## Does the $I_0$ factor for an RF probe survive when the plasma potential is not a sine wave?

**Question.** I run a Langmuir probe in a 13.56 MHz capacitive O₂ discharge used for resist stripping. The plasma potential oscillates with 30 V amplitude at the fundamental, and $kT_e\approx 3$ eV. The usual result says that a sheath voltage $V_1\cos\omega t$ multiplies the retarded electron current by $I_0(eV_1/kT_e)$, shifts the floating potential by $-(kT_e/e)\ln I_0$, and that compensation needs $V_1=V_{rf}|Z_{sh}/(Z_{sh}+Z_{ch})|\ll kT_e/e$. With a choke resonant at 13.56 MHz and an auxiliary electrode I estimate $V_1\approx0.55$ V. The plasma potential of a capacitive discharge has harmonics, though. Where does the sine-wave assumption enter, and how much does it matter?

---

**Answer.** It enters twice, in the time average that produces $I_0$ and in the voltage divider, which is evaluated at one frequency. On a bare tip a second harmonic corrects the shift at first order in its amplitude, by about 12 % in the model below. On a probe with a single resonant choke the harmonic passes the divider twelve times more easily than the fundamental, and it becomes the larger part of the residual distortion.

### Conventions and the standard result

Let $V$ be the dc probe bias, $\bar V_p$ the time-averaged plasma potential, and $\psi=e(\bar V_p-V)/kT_e>0$ the mean barrier for electrons. Write the instantaneous barrier as $\psi-u(\theta)$, with $\theta=\omega t$ and $\langle u\rangle=0$, where brackets denote the average over one RF period. Positive $u$ means that the barrier is lowered. Phasors vary as $e^{jn\omega t}$, and all RF voltages are amplitudes.

I keep these assumptions throughout: Maxwellian electrons, electrons that follow the field instantly, ions that respond to the mean potential, and a barrier that stays positive over the whole cycle. With typical densities $n_e=10^{9}$ cm⁻³ and $n_+=10^{10}$ cm⁻³ (O₂⁺, mass 32 u) the plasma frequencies are 284 MHz and 3.7 MHz, which bracket 13.56 and 27.12 MHz. The negative ions are cold and are repelled by the negatively biased tip, so they carry no current to it. The mean electron current is then

$$\bar I_e=I_{es}\,e^{-\psi}F,\qquad F=\langle e^{u(\theta)}\rangle ,$$

with $I_{es}$ the electron saturation current. The displacement current averages to zero. The probe floats where $\bar I_e$ equals the ion current $I_i$. If $I_i$ does not depend on bias, $\psi_f=\Lambda+\ln F$ with $\Lambda=\ln(I_{es}/I_i)$, and the floating potential moves by

$$\Delta V_f=-\frac{kT_e}{e}\ln F .$$

Nothing so far depends on the waveform. The first entry point of the assumption is the choice $u=a\cos\theta$ with $a=eV_1/kT_e$, for which $F=\frac1\pi\int_0^\pi e^{a\cos\theta}d\theta=I_0(a)$.

The second entry point is the divider. The plasma oscillation drives a current through the sheath impedance $Z_{sh}$ and the choke $Z_{ch}$ in series to RF ground. The fraction that falls across the sheath at harmonic $n$ is

$$T_n=\frac{Z_{sh}}{Z_{sh}+Z_{ch}}\bigg|_{n\omega}=\frac{Y_{ch}}{Y_{ch}+Y_{sh}}\bigg|_{n\omega},\qquad Y=1/Z .$$

The usual criterion uses $T_1$ alone.

### Adding a second harmonic

Take

$$u=a\cos\theta+b\cos(2\theta+\varphi),\qquad b=eV_2/kT_e .$$

Expand both exponentials with the generating function $e^{z\cos x}=\sum_m I_m(z)e^{jmx}$:

$$e^{u}=\sum_{m,k}I_m(a)\,I_k(b)\,e^{j(m+2k)\theta}e^{jk\varphi}.$$

The average keeps $m=-2k$. With $I_{-n}=I_n$,

$$F=I_0(a)I_0(b)+2\sum_{k\ge1}I_{2k}(a)\,I_k(b)\cos k\varphi .$$

This is exact for two harmonics. The leading correction depends on the size of $a$.

**Small $b$, any $a$.** Define the average weighted by the current pulse, $\langle X\rangle_a=\langle Xe^{a\cos\theta}\rangle/I_0(a)$, for which $\langle\cos n\theta\rangle_a=I_n(a)/I_0(a)$ and $\langle\sin n\theta\rangle_a=0$. Then $F=I_0(a)\langle e^{bw}\rangle_a$ with $w=\cos(2\theta+\varphi)$, and the logarithm expands in the cumulants of $w$. Using $w^2=\tfrac12+\tfrac12\cos(4\theta+2\varphi)$,

$$\ln F=\ln I_0(a)+b\cos\varphi\,\frac{I_2}{I_0}+\frac{b^2}{2}\left[\frac12+\frac{\cos2\varphi}{2}\frac{I_4}{I_0}-\cos^2\varphi\,\frac{I_2^2}{I_0^2}\right]+O(b^3),$$

with the Bessel functions taken at $a$. The first correction is linear in $b$ and has the sign of $\cos\varphi$. For $a\gg1$ the ratio $I_2/I_0$ tends to 1. The electrons arrive in a short pulse near $\theta=0$, and the harmonic matters through its value $b\cos\varphi$ at that instant.

**Both small.** Expanding directly in $u$ gives $\ln F=\langle u^2\rangle/2+\langle u^3\rangle/6+\dots$, with $\langle u^2\rangle=(a^2+b^2)/2$. The only surviving cubic term is $3a^2b\langle\cos^2\theta\cos(2\theta+\varphi)\rangle=\tfrac34a^2b\cos\varphi$, so

$$\ln F=\frac{a^2+b^2}{4}+\frac{a^2b\cos\varphi}{8}+O(u^4).$$

The term linear in $b$ is now suppressed by $a^2/8$, and the leading correction is $b^2/4$, independent of phase.

### How large is the harmonic, and what is its phase?

Neglecting the voltage drop in the bulk, the plasma potential is the voltage across the sheath at the grounded surfaces. The simplest model is a matrix sheath of uniform ion density $n$ and width $s(t)$, driven by a sinusoidal current. The displacement current is $en\,\dot s$ in magnitude, so $s=\bar s-s_0\cos\theta$, with $\theta=0$ at the thinnest sheath, and Poisson's equation gives $V_p=Ks^2$ with $K=en/2\epsilon_0$:

$$V_p=K\left[\bar s^2+\tfrac12s_0^2-2\bar ss_0\cos\theta+\tfrac12s_0^2\cos2\theta\right].$$

The oscillating part is $-V_{rf}(\cos\theta-\varepsilon\cos2\theta)$, with $V_{rf}=2K\bar ss_0$ and $\varepsilon=r/4$, where $r=s_0/\bar s\le1$. The harmonic flattens the minimum of $V_p$ and sharpens the maximum. A surface held at fixed RF potential has $u=a\cos\theta-\varepsilon a\cos2\theta$, that is $\varphi=\pi$, and the maximum of $u$ is $a(1-\varepsilon)$, reached at $\theta=0$ as long as $\varepsilon\le\tfrac14$.

The bound $\varepsilon=\tfrac14$ needs a sheath that collapses fully. At 30 V it does not, and the grounded wall fixes how far it stays open. With a blocking capacitor in the drive circuit the wall draws no dc current, so it is itself a floating, uncompensated probe, with minimum barrier

$$\psi_{min}=\Lambda+\ln F-a(1-\varepsilon).$$

The matrix model gives $g\equiv V_{min}/V_{rf}=\psi_{min}/a=(1-r)^2/2r$, hence $r=1+g-\sqrt{(1+g)^2-1}$.

For a planar wall in an electropositive O₂⁺ plasma, the ratio of the thermal electron flux to the Bohm flux $e^{-1/2}n\sqrt{kT_e/M}$ gives $\Lambda=\tfrac12+\tfrac12\ln(M/2\pi m_e)=5.07$. Negative ions in the core raise the ion flux per electron, so I take $\Lambda=4.5$ as an illustrative input for a moderately electronegative discharge. With $a=10$ and a trial $\varepsilon=0.12$, the series gives $\ln F=7.027$, so $\psi_{min}=4.5+7.027-8.8=2.73$, or 8.2 V. Then $g=0.273$, $r=0.485$ and $\varepsilon=0.12$, which closes the loop, with $\bar V_p=34.6$ V. The same step with $\Lambda=5.07$ returns 0.11. A sharp electron edge is a crude picture when the barrier falls to three times $kT_e$, so $\varepsilon=0.12$ is the model's estimate and $0.25$ is its upper bound. The harmonic of the plasma potential is then 3.6 V, or 7.5 V at the bound.

### Bare tip

With no compensation $T_n=1$, $a=10$, $b=10\varepsilon$ and $\varphi=\pi$. The ratios needed are $I_2/I_0=0.8103$ and $I_4/I_0=0.4356$, and the bracket of the second-order term is 0.0612. The table lists $\ln F-\ln I_0(10)$ at first order, through second order and from the full series.

| $\varepsilon$ | first order | through second order | full | $\ln F$ | $\Delta V_f$ (V) |
|---|---|---|---|---|---|
| 0 | 0 | 0 | 0 | 7.943 | −23.8 |
| 0.12 | −0.972 | −0.928 | −0.916 | 7.027 | −21.1 |
| 0.25 | −2.026 | −1.834 | −1.699 | 6.244 | −18.7 |

At $\varepsilon=0.12$ the harmonic reduces the shift by 2.7 V, or 12 %. At the bound it reduces it by 5.1 V. The sign follows from the waveform: the lowest barrier is only 26.4 V below the mean, against 30 V for the sine. The flatter minimum lengthens the current pulse, which gives back part of the reduction, and this is why $\ln F$ drops by 0.916 where the peak of $u$ drops by 1.2. At the bound the effect can be written in closed form. There $u=\tfrac34a-\tfrac a2(1-\cos\theta)^2\approx\tfrac34a-a\theta^4/8$, the minimum is quartic, and for large $a$

$$\ln F\approx\frac{3a}{4}+\ln\left[\frac{\Gamma(5/4)}{\pi}\left(\frac8a\right)^{1/4}\right],$$

which gives 6.20 against 6.244 from the series.

$F$ does not depend on bias, so the semilogarithmic slope still gives $T_e$ wherever the barrier is positive over the whole cycle, that is for $V<\bar V_p-26.4$ V at $\varepsilon=0.12$. A tip with the same $\Lambda$ as the wall floats with a minimum barrier of $2.73\,kT_e$, inside that range.

### Compensated probe

The inputs are typical values, chosen for illustration. The auxiliary electrode has 2 cm² of area, floats, and is tied to the tip through a capacitor of negligible RF impedance. With a sheath of about 0.5 mm its capacitance is $\epsilon_0A/s=3.5$ pF, which I take as $C_{sh}$. With an ion flux of 0.3 mA/cm² it collects 0.6 mA, and at the floating point its small-signal electron conductance is $G=eI_i/kT_e=0.2$ mS. The tip is taken to add little near the floating potential, its area being far smaller. Thus $Y_{sh}(n\omega)=G+jn\omega C_{sh}$ with $\omega C_{sh}=0.298$ mS. The two parts are comparable and both are kept.

The choke is a parallel tank with $L=100$ µH, loss resistance $R_p=150$ kΩ and a capacitance $C_p=1/\omega^2L=1.38$ pF that includes the stray capacitance of the tip lead to ground, so that resonance falls on 13.56 MHz. Then

$$Y_{ch}(n\omega)=\frac1{R_p}+jn\omega C_p+\frac{1}{jn\omega L}=\frac1{R_p}+j\omega C_p\left(n-\frac1n\right),\qquad\omega C_p=0.1174\ \text{mS}.$$

In mS,

$$T_1=\frac{0.00667}{0.2067+0.298j},\qquad T_2=\frac{0.00667+0.176j}{0.2067+0.772j},$$

so $|T_1|=0.0184$ with phase $\delta_1=-55.3^\circ$, and $|T_2|=0.220$ with phase $\delta_2=+12.8^\circ$. The ratio of magnitudes is 12. The reason is plain from $Y_{ch}$: at $2\omega$ the tank is a capacitor of $\tfrac34C_p$, and with the two conductances dropped the divider is $\tfrac34C_p/(C_{sh}+\tfrac34C_p)=0.228$. The quality of the resonance plays almost no part at $2\omega$. For high harmonics the divider tends to $C_p/(C_{sh}+C_p)=0.282$.

The fundamental across the sheath is $V_1=0.55$ V, as you estimated, so $a=0.184$. The harmonic overtakes it when $\varepsilon>|T_1|/|T_2|=0.083$. For the phase, $u=a\cos(\theta+\delta_1)-b\cos(2\theta+\delta_2)$. Shifting the origin of time to $\theta'=\theta+\delta_1$ gives $\varphi=180^\circ+\delta_2-2\delta_1=303.4^\circ$ and $\cos\varphi=0.55$. The divider has reversed the sign of the cross term relative to the bare tip. In the table, "cross" is $\ln F-\ln I_0(a)-\ln I_0(b)$.

| $\varepsilon$ | $V_2$ (V) | $b$ | $\ln I_0(b)$ | cross | $\ln F$ | $\Delta V_f$ (V) |
|---|---|---|---|---|---|---|
| 0 | 0 | 0 | 0 | 0 | 0.0084 | −0.025 |
| 0.12 | 0.79 | 0.264 | 0.0174 | 0.0006 | 0.0264 | −0.079 |
| 0.25 | 1.65 | 0.551 | 0.0745 | 0.0012 | 0.0841 | −0.25 |

The single-frequency estimate is low by a factor 3.1 at $\varepsilon=0.12$ and by a factor 10 at the bound.

### Terms left out, and their size

All figures are for $\varepsilon=0.12$.

**Bias dependence of the ion current.** For a thin cylindrical tip take $I_i\propto\psi^{p}$ with $p\approx\tfrac12$, an approximate exponent. The floating condition becomes $\psi+p\ln(\psi/\psi_0)=\psi_0+\ln F$, with $\psi_0=4.5$ the value without RF. For the bare tip the roots give shifts of −22.4 V for the sine and −19.7 V with the harmonic. This term takes 1.5 V off the sinusoidal shift, about half the harmonic effect, while the harmonic correction itself only changes from 2.7 to 2.6 V. For the compensated probe every shift is multiplied by $1/(1+p/\psi_0)=0.90$, which leaves the ratios alone.

**Nonlinearity of the sheath in the divider.** The auxiliary electrode's electron current contains $I_iu^2/2$, which has a component $I_iab/2$ at $\omega$ and $I_ia^2/4$ at $2\omega$. These currents flow into the total admittances $Y_n=Y_{ch}+Y_{sh}$, with $|Y_1|=0.363$ mS and $|Y_2|=0.800$ mS, and change the amplitudes by at most $|\delta a|=(ab/2)\,G/|Y_1|$ and $|\delta b|=(a^2/4)\,G/|Y_2|$. The change in $\ln F$ is bounded by $a|\delta a|/2+b|\delta b|/2=0.0012+0.0003$, or 4.5 mV. This is of order $a^2b$, the same order as the cross term and larger than it, so the cross column is beyond what a linear divider can fix, while $(a^2+b^2)/4$ is reliable. A sheath capacitance varying as $\psi^{-3/4}$ adds terms of the same form with $G$ replaced by $n\omega C_{sh}\times0.75/\psi_0$, which is 0.050 mS at $\omega$ and 0.099 mS at $2\omega$, both below $G$.

**Third harmonic.** The matrix model has none, and real sheaths do. Take 4 % of the fundamental, 1.2 V, as an illustrative input. On the bare tip the first-order term is at most $0.4\,I_3/I_0=0.25$, or 0.75 V. On the compensated probe $|T_3|=0.256$, the reduced amplitude is $c=0.102$, and $c^2/4=0.0026$ adds 8 mV to the magnitude of the shift. A phase-dependent term of at most $abc/4=0.0012$ comes with it. In strongly asymmetric low-pressure discharges the current itself can carry high harmonics, which the sinusoidal-current model excludes, and the spectrum has to be taken from the discharge at hand.

**Detuning.** This is the real rival. A stray capacitance of 0.2 pF not absorbed in the tuning adds $0.0170j$ mS to $Y_{ch}(\omega)$. Then $|T_1|=0.0485$, $V_1=1.46$ V, and the fundamental alone shifts the floating potential by −0.17 V, twice the total at $\varepsilon=0.12$ in the compensated table. The harmonic dominates only on a probe that is tuned in place.

### The criterion with harmonics

For small amplitudes the statement does not need a Maxwellian. Let $v(t)=(kT_e/e)\,u$ be the oscillating part of the tip potential relative to the plasma, taken as independent of bias, and let $I(V)$ be any smooth static characteristic. Then

$$\bar I(V)=\langle I(V+v)\rangle=I+\tfrac12\langle v^2\rangle I''+\tfrac16\langle v^3\rangle I'''+\dots,\qquad\langle v^2\rangle=\tfrac12\sum_n|T_nV_{p,n}|^2,$$

where $V_{p,n}$ are the harmonics of the plasma potential. Differentiating twice shows that the second derivative used for energy distributions is smeared by the same $\langle v^2\rangle$. The compensation criterion therefore reads

$$\sum_n\left|\frac{Z_{sh}(n\omega)}{Z_{sh}(n\omega)+Z_{ch}(n\omega)}\right|^2V_{p,n}^2\ll\left(\frac{kT_e}{e}\right)^2 ,$$

with $kT_e$ replaced by the smallest energy scale to be resolved when the distribution has a cold group or a narrow feature. In the model the rms sheath voltage rises from 0.39 V to 0.68 V when the second harmonic is counted.

The two remedies act differently. A larger auxiliary electrode raises $Y_{sh}$ at every frequency and lowers all the $T_n$ together. A second tank in series, resonant at $2\omega$, removes one term. With 25 µH, the same $C_p$ and 75 kΩ, it adds only 2.8 kΩ in magnitude to the 150 kΩ at the fundamental and brings $|T_2|$ down to 0.021, so that $V_2=0.075$ V and $b^2/4=1.6\times10^{-4}$. That figure treats $C_p$ as internal to each tank. A stray 0.2 pF from the tip lead to ground shunts the whole stack with 0.034 mS at $2\omega$, against 0.013 mS for the second tank's loss resistance, and would set the practical limit.

For your case, the model's numbers are these. Without compensation the second harmonic moves the floating shift from about −24 V to about −21 V. With one well-tuned choke and a 2 cm² electrode the residual shift is about −0.08 V where the single-frequency formula gives −0.025 V, and it reaches −0.25 V at the upper bound of the harmonic. That is still small against 3 V for reading $T_e$ and $V_f$, but the rms smearing of 0.68 V is set mainly by 27.12 MHz, and it is the quantity to compare with any structure you want to resolve in the energy distribution.